# Exponential form of the perturbed wavefunction: a wrong estimate of the quadruples in H$_2$O, and its repair

## 1. Conventions

- $H=H_0+V$. $H_0$ is a sum of one-particle energies $\varepsilon$ (Møller–Plesset type). $\Phi$ is the Hartree–Fock determinant. Energies are counted from $\langle\Phi|H|\Phi\rangle$, so $E^{(0)}=E^{(1)}=0$ and $V$ is the normal-ordered two-body operator.
- Intermediate normalisation: $\langle\Phi|\Psi\rangle=1$, $\Psi=(1+C_1+C_2+\dots)\Phi$. Superscripts count powers of $V$.
- $R_0$ divides each excited determinant by its denominator $D<0$ (hole energies minus particle energies) and annihilates $\Phi$.
- Recursion: $\Psi^{(1)}=R_0V\Phi$, $\Psi^{(2)}=R_0V\Psi^{(1)}$, $\Psi^{(3)}=R_0(V\Psi^{(2)}-E^{(2)}\Psi^{(1)})$, $E^{(n+1)}=\langle\Phi|V|\Psi^{(n)}\rangle$.
- Cluster form $\Psi=e^{T}\Phi$. Expanding the exponential,
$$C_4=T_4+T_1T_3+\tfrac12T_2^2+\tfrac12T_1^2T_2+\tfrac1{24}T_1^4 .$$
With a Hartree–Fock reference $T_1$ and $T_3$ start at second order, so the terms with $T_1$ start at fourth order or later.

## 2. Pair model of H$_2$O

Core frozen. Four localised valence pairs: two O–H bonds (b), two lone pairs (l). Pair $p$ has one effective correlating orbital. $b_p^\dagger$ moves both electrons into it, $(b_p^\dagger)^2=0$, $n_p=b_p^\dagger b_p$, and operators of different pairs commute.
$$H_0=\sum_p\Delta_pn_p,\qquad V=\sum_pK_p(b_p^\dagger+b_p)+\sum_pu_pn_p+w\sum_{p<q}n_pn_q .$$
One excited pair is a double, two are a quadruple; 16 states in all. $w$ is the non-additive part of the Coulomb and exchange energy when two pairs are both excited. It is the only coupling between pairs.

| assumed inputs (eV) | $\Delta$ | $K$ | $u$ |
|---|---|---|---|
| bond | 80 | 10 | 0 |
| lone pair | 100 | 12 | 0 |

The coupling is assumed to be $w=8$ eV for every couple of pairs. $\Delta$ and $K$ are effective values that lump many virtual orbitals and the interpair doubles into one amplitude per pair. They were chosen to reproduce typical behaviour of water in a polarised double-zeta basis: a second-order valence energy of 5 to 6 eV and a first-order doubles norm of 0.05 to 0.06. The model has no singles or triples. All results are the model's. Numbers are computed unrounded and rounded for print.

First order: $t_p=-K_p/\Delta_p$, so $t_b=-0.125$, $t_l=-0.120$, $t_b^2=0.015625$, $t_l^2=0.0144$.
$$s=\sum_pt_p^2=0.06005,\qquad E^{(2)}=\sum_pK_pt_p=-\sum_p\Delta_pt_p^2=-5.38\ \text{eV}.$$

Targets: the quadruples norm $W_4=\sum_{p<q}c_{pq}^2$, with $c_{pq}$ the coefficient of $b_p^\dagger b_q^\dagger\Phi$, and the fourth-order energy. For $u=0$, $\Psi^{(2)}$ holds quadruples only. The doubles part of $\Psi^{(3)}$ is $c_p^{(3)}=-\big(\sum_{q\ne p}K_qc_{pq}^{(2)}-E^{(2)}t_p\big)/\Delta_p$. Multiply by $K_p$, sum, use $K_q=-\Delta_qt_q$:
$$E^{(4)}=-\sum_{p<q}(\Delta_p+\Delta_q)\,t_pt_q\,c_{pq}^{(2)}-E^{(2)}s.\tag{1}$$
The last term is the renormalisation term, $+0.3231$ eV. Equation (1) is correct and serves both calculations below.

## 3. Wrong attempt (lines W1 to W4 lead to a false result)

**W1 (wrong).** "At second order both surviving terms contribute: $C_4^{(2)}=\tfrac12(T_2^{(1)})^2+T_4^{(2)}$, with $T_4^{(2)}\neq0$."

**W2 (wrong, built on W1).** "The connected part is what $V$ generates from the doubles: $T_4^{(2)}\Phi=R_0P_4VT_2^{(1)}\Phi$, $P_4$ the projector on quadruples." In the model
$$\tau_{pq}^{\rm wrong}=-\frac{K_pt_q+K_qt_p}{\Delta_p+\Delta_q}.$$
bb: $2.50/160=0.015625$. bl: $(1.20+1.50)/180=0.0150$. ll: $2.88/200=0.0144$.

**W3 (wrong).** Add $t_pt_q$: $c_{bb}=0.03125$, $c_{bl}=0.0300$, $c_{ll}=0.0288$. There are one bb, four bl and one ll quadruple:
$$W_4^{\rm wrong}=5.41\times10^{-3}.$$

**W4 (wrong).** Equation (1) gives $E^{(4)}_{\rm wrong}=-0.4851+0.3231=-0.1620$ eV and a correlation energy through fourth order ($E^{(3)}=0$ for $u=0$) of $-5.542$ eV.

## 4. Symptom

*No link in the "connected" amplitude.* $\tau^{\rm wrong}_{pq}$ contains $K_p$, $K_q$, $\Delta_p$, $\Delta_q$, and not $w$. It survives at $w=0$. There $H$ is a sum of commuting pair Hamiltonians, $\Psi=\prod_p(1+t_pb_p^\dagger)\Phi$ with the exact single-pair amplitudes, $c_{pq}=t_pt_q$, and $T_4=0$ to all orders.

*Binding at infinite distance.* With W3, $c_{pq}=2t_pt_q$. Use
$$\sum_{p<q}(\Delta_p+\Delta_q)t_p^2t_q^2=|E^{(2)}|\,s-\sum_p\Delta_pt_p^4,\tag{2}$$
which follows from $|E^{(2)}|s=\sum_{p,q}\Delta_pt_p^2t_q^2$ by removing $p=q$. Then $E^{(4)}_{\rm wrong}=-|E^{(2)}|s+2\sum_p\Delta_pt_p^4$. For $N$ non-interacting molecules $|E^{(2)}|s$ grows as $N^2$ and the second term as $N$. Two water molecules out of range of each other get $-0.970$ eV against twice the monomer value, $-0.324$ eV: a spurious binding of $-0.646$ eV, independent of distance. Each order of this perturbation series is size-extensive, so a term in $N^2$ signals a mistake.

## 5. The faulty line

W1. Connected $T_4$ cannot exist at second order.

*Line count.* A diagram with $n$ two-body vertices has $4n$ line ends. An $m$-fold excitation takes $2m$ of them as open lines. The rest pair up into $L=2n-m$ internal lines. Connecting $n$ vertices needs $L\ge n-1$, hence
$$m\le n+1 .$$
$T_2$ starts at $n=1$, $T_3$ at $n=2$, $T_4$ at $n=3$. For $n=2$, $m=4$: $L=0$. All eight line ends are open and nothing joins the two vertices. One-body vertices, present for other references, carry fewer lines and do not loosen the bound.

W2 then had to find an expression for an object that is zero. It took $R_0P_4VT_2^{(1)}\Phi$, which is the whole of $C_4^{(2)}\Phi$. W3 counted the same quantity twice.

## 6. Mended derivation

*Second order, directly.* From a double to a quadruple only the pure excitation part of $V$ acts: $V_{+}=\sum_\mu v_\mu\hat\tau_\mu$, with $\mu$ over distinct doubles $ij\to ab$, $v_\mu=\langle ab\|ij\rangle$, $\hat\tau_\mu=a^\dagger b^\dagger ji$. Also $T_2^{(1)}=\sum_\mu(v_\mu/D_\mu)\hat\tau_\mu$. The $\hat\tau_\mu$ commute. $H_0$ is a one-particle sum, so $\hat\tau_\mu\hat\tau_\nu\Phi$ has denominator $D_\mu+D_\nu$. Symmetrise in $\mu,\nu$:
$$C_4^{(2)}\Phi=\sum_{\mu\nu}\frac{v_\mu v_\nu\,\hat\tau_\mu\hat\tau_\nu\Phi}{D_\nu(D_\mu+D_\nu)}
=\frac12\sum_{\mu\nu}\frac{v_\mu v_\nu\,\hat\tau_\mu\hat\tau_\nu\Phi}{D_\mu+D_\nu}\Big(\frac1{D_\mu}+\frac1{D_\nu}\Big)=\tfrac12\big(T_2^{(1)}\big)^2\Phi .$$
Terms with a shared spin orbital vanish on both sides. Nothing is left over: $T_4^{(2)}=0$. For one quadruple $ijkl\to abcd$ the right side is a signed sum of $\tfrac12\binom42^2=18$ products of two doubles amplitudes. In the pair model one product survives.

*All orders, in outline.*

1. Linked-diagram theorem (Goldstone 1957). The renormalisation terms, such as $-E^{(2)}R_0\Psi^{(1)}$, cancel all diagrams with a closed disconnected part, provided the orbital sums are unrestricted, exclusion-principle-violating (EPV) terms included. $\Psi$ is the sum of open diagrams with no closed disconnected part. Such a diagram may still consist of $k$ separate open parts.
2. Factorisation. Fix the vertex order within each part. Sum over all interleavings of the parts. Additive denominators then factorise into the product of the denominators of the parts. Two single vertices: $\frac1{x(x+y)}+\frac1{y(x+y)}=\frac1{xy}$. A two-vertex part with denominators $x$, $y$ after its first and second vertex, and a single vertex with $z$:
$$\frac1{xy(y+z)}+\frac1{x(x+z)(y+z)}+\frac1{z(x+z)(y+z)}=\frac1{xyz}.$$
The general case follows by induction on the topmost vertex: the last denominator is the sum of the final denominators of all parts, and each part in turn supplies the topmost vertex.
3. Counting. Let $T$ be the sum of all connected open diagrams. Open lines are pure creators of holes and particles, so the parts commute. $T^k$ runs over ordered lists of $k$ parts and counts each $k$-part diagram $k!$ times its weight. The $k$-part diagrams sum to $T^k/k!$, and
$$\Psi=\sum_k\frac{T^k}{k!}\Phi=e^{T}\Phi .$$

*Condition.* Additive denominators are essential. Move $w$ into $H_0$, as an Epstein–Nesbet partitioning does, and $c_{pq}^{(2)}=t_pt_q(\Delta_p+\Delta_q)/(\Delta_p+\Delta_q+w)$. The order counting above belongs to a one-particle $H_0$.

## 7. Mended numbers

W2's expression simplifies: $-(K_pt_q+K_qt_p)/(\Delta_p+\Delta_q)=t_pt_q$. So $c_{pq}^{(2)}=t_pt_q$, once.
$$W_4^{(2)}=t_b^4+4t_b^2t_l^2+t_l^4=(2.44+9.00+2.07)\times10^{-4}=1.35\times10^{-3}.$$
Equivalent form: $W_4^{(2)}=\tfrac12(s^2-\sum_pt_p^4)$, which is $0.75$ of $s^2/2=1.80\times10^{-3}$. The missing quarter is the ban on exciting a pair twice, and its size is specific to a four-pair model.

Quadruples term of (1): $-(0.0391+0.1620+0.0415)=-0.2425$ eV for bb, bl, ll. By (2),
$$E^{(4)}=+\sum_p\Delta_pt_p^4=+0.0805\ \text{eV}.$$
The $N^2$ parts cancel. The remainder is additive and is the EPV term: it is the $K^4/\Delta^3$ term in the expansion of the single-pair root $\tfrac12\Delta-\sqrt{\tfrac14\Delta^2+K^2}$. Through fourth order the correlation energy is $-5.299$ eV.

*The true connected quadruple.* Third order, general $u$. The doubles at second order are $t_p^{(2)}=-u_pt_p/\Delta_p$. The quadruples row of the recursion is
$$c_{pq}^{(3)}=-\frac{(u_p+u_q+w)\,t_pt_q+K_pt_q^{(2)}+K_qt_p^{(2)}}{\Delta_p+\Delta_q}.$$
The $u$ terms collect to $-t_pt_q(u_p/\Delta_p+u_q/\Delta_q)=t_p^{(2)}t_q+t_pt_q^{(2)}$, which is the disconnected product $T_2^{(1)}T_2^{(2)}$. The rest is connected:
$$\tau_{pq}^{(3)}=-\frac{w}{\Delta_p+\Delta_q}\,t_pt_q .$$
Three vertices, $K_p$, $K_q$, $w$, with $w$ joining the two pairs. It vanishes with $w$, as it must.

| quadruple | $t_pt_q$ | $w/(\Delta_p+\Delta_q)$ | $\tau^{(3)}_{pq}$ |
|---|---|---|---|
| bb | 0.015625 | 0.050 | $-7.8\times10^{-4}$ |
| bl | 0.0150 | 0.044 | $-6.7\times10^{-4}$ |
| ll | 0.0144 | 0.040 | $-5.8\times10^{-4}$ |

$T_4^{(3)}$ feeds the doubles at fourth order and the energy at fifth. Put $\tau^{(3)}$ in the first term of (1), which for $u=0$ is the whole of fifth order: $E^{(5)}=wW_4^{(2)}=+0.0108$ eV.

*What the second-order estimate neglects.* Adding $\tau^{(3)}$ to $c_{pq}$ gives $W_4=1.23\times10^{-3}$, lower by 9 per cent. Relaxing the doubles to their exact values at $w=0$, $t_p=\big(\tfrac12\Delta_p-\sqrt{\tfrac14\Delta_p^2+K_p^2}\big)/K_p$, gives $1.27\times10^{-3}$, lower by 6 per cent. Diagonalising the 16-state Hamiltonian with $w=8$ eV (full CI of the model) gives $W_4=1.16\times10^{-3}$, $E=-5.292$ eV, and a connected amplitude $c_{bl}-c_bc_l=-6.0\times10^{-4}$. As an estimate of the full $W_4$ the second-order value supports one significant figure, $1\times10^{-3}$.

## 8. Size of the error

| model quantity | wrong | mended | full CI of the model |
|---|---|---|---|
| $W_4$ | $5.41\times10^{-3}$ | $1.35\times10^{-3}$ | $1.16\times10^{-3}$ |
| ratio to full CI | 4.65 | 1.16 | 1 |
| $E^{(4)}$ (eV) | $-0.1620$ | $+0.0805$ | |
| correlation energy (eV) | $-5.542$ | $-5.299$ | $-5.292$ |
| error against full CI (eV) | $-0.250$ | $-0.007$ | 0 |
| binding of two separated molecules at fourth order (eV) | $-0.646$ | 0 | 0 |

- Every second-order quadruple amplitude is too large by a factor 2 and $W_4^{(2)}$ by a factor 4. These two factors follow from section 6 and hold for any molecule and basis with a one-particle $H_0$.
- The slip shifts the model's energy by $-0.2425$ eV per molecule and reverses the sign of $E^{(4)}$. At 298 K, $k_BT=0.0257$ eV, so the shift is $9.4\,k_BT$. It depends neither on $w$ nor on $u$.
- The false "connected" bl amplitude is 22.5 times the size of the true leading one, with the opposite sign for $w>0$. The false energy term is 22 times $E^{(5)}$ in size. These two ratios scale as $1/w$ and rest on the assumed 8 eV.